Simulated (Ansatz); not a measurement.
## TiN: energy above lowest point as volume scale varies

Results calculated with Ansatz 0.2.0, not measured. Free energy against uniform scaling of the volume at fixed shape and fractions; periodic cell, basis, potentials, k mesh and filling as listed.

The cell before it is scaled or strained (space group Fm-3m, No. 225):
```
TiN
1.0
      0.0000     2.1190     2.1190
      2.1190     0.0000     2.1190
      2.1190     2.1190     0.0000
Ti N
1 1
Direct
  0.00000 0.00000 0.00000
  0.50000 0.50000 0.50000
```

Settings of every row: functional PBE; dispersion none; potentials all-electron LAPW; k mesh 12x12x12; k shift 0x0x0; occupations fermi dirac; smearing width 0.1 eV; spin none.

Limits: coarse k mesh, up to 40 meV an atom off; odd electron count without spin.

| row | volume scale | V (Å³/atom) | energy above lowest point (meV/atom) |
| --- | --- | --- | --- |
| 1 | 0.94 | 8.944 | ? |
| 2 | 0.97 | 9.229 | 11.4 |
| 3 | 1 | 9.515 | 0 |
| 4 | 1.03 | 9.8 | 3.9 |
| 5 | 1.06 | 10.086 | 20.7 |

Question: what energy above lowest point should row 1 give?

Worked fit of energy above lowest point. Take u = (V_r/V)^(2/3) − 1 with V_r = 9.6575 Å³ an atom, which is twice the finite (Eulerian) strain; such expansions in the strain, on which the Birch-Murnaghan equation of state is built, carry the rest volume and the bulk modulus. The shown rows have u = 0.03072, 0.00996, -0.00972, -0.02853. Least squares give energy above lowest point = 0.2 − 197.5 × u + 18280 × u² meV/atom; a straight line predicts inner rows, each left out in turn, worse (root mean square 10 against 0.11 meV/atom). The rows lie off it by 0.0, 0.0, 0.1, 0.0. Its lowest point lies at u = 0.0054, or V = 9.58 Å³ an atom, and the curvature there gives the bulk modulus at fixed shape and fractions, B = (4/9)(1 + u)² E″(u)/V = 275 GPa. The withheld row has u = 0.0525, so the fit gives 0.2 − 197.5 × (0.0525) + 18280 × (0.0525)² = 40.2 meV/atom.

The calculation gave 40.6 meV/atom. The fit lies 0.4 meV/atom (0.99 % of the column's range) below it; its largest miss of a shown row is 0.1 meV/atom. This row lies beyond the range of the fit.
